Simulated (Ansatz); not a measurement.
A series in volume scale on Ge

All results are calculated (Ansatz 0.2.0). Free energy against uniform scaling of the volume at fixed shape and fractions; periodic cell, basis, potentials, k mesh and filling as listed.

The cell before it is scaled or strained (space group Cmcm, No. 63):
```
Ge
1.0
      1.4881    -2.5947     0.0000
      1.4881     2.5947     0.0000
      0.0000     0.0000     4.7276
Ge
2
Direct
  0.66655 0.33345 0.25000
  0.33345 0.66655 0.75000
```

Settings of every row: functional PBEsol; dispersion none; potentials PAW; wave cutoff 517.02 eV; density cutoff 2068.1 eV; k mesh 11x11x6; k shift 0x0x0; occupations cold; smearing width 0.1 eV; spin none.

Limits: coarse k mesh, up to 40 meV an atom off; the cell comes from a prototype or a list of computed structures and needn't be the stable phase.

| row | volume scale | V (Å³/atom) | energy above lowest point (meV/atom) |
| --- | --- | --- | --- |
| 1 | 0.94 | 17.159 | 19.4 |
| 2 | 0.96 | 17.524 | ? |
| 3 | 0.98 | 17.889 | 2.5 |
| 4 | 1 | 18.254 | 0 |
| 5 | 1.02 | 18.619 | 0.9 |
| 6 | 1.04 | 18.984 | 4.8 |
| 7 | 1.06 | 19.349 | 11.3 |

Question: what energy above lowest point should row 2 give?

Worked fit of energy above lowest point. Take u = (V_r/V)^(2/3) − 1 with V_r = 18.437 Å³ an atom, which is twice the finite (Eulerian) strain; such expansions in the strain, on which the Birch-Murnaghan equation of state is built, carry the rest volume and the bulk modulus. The shown rows have u = 0.04906, 0.02032, 0.00667, -0.00653, -0.0193, -0.03167. Least squares give energy above lowest point = 0.06 − 69.4 × u + 9187 × u² + 5351 × u³ meV/atom; a parabola predicts inner rows, each left out in turn, worse (root mean square 0.1 against 0.025 meV/atom). All shown rows lie on it to the printed digit. Its lowest point lies at u = 0.0038, or V = 18.33 Å³ an atom, and the curvature there gives the bulk modulus at fixed shape and fractions, B = (4/9)(1 + u)² E″(u)/V = 72.4 GPa. Letting shape and atoms relax would as a rule lower it, by much in layered, chain or molecular crystals. The withheld row has u = 0.03444, so the fit gives 0.06 − 69.4 × (0.03444) + 9187 × (0.03444)² + 5351 × (0.03444)³ = 8.8 meV/atom.

The calculation gave 8.8 meV/atom. The fit meets it to the printed digit.
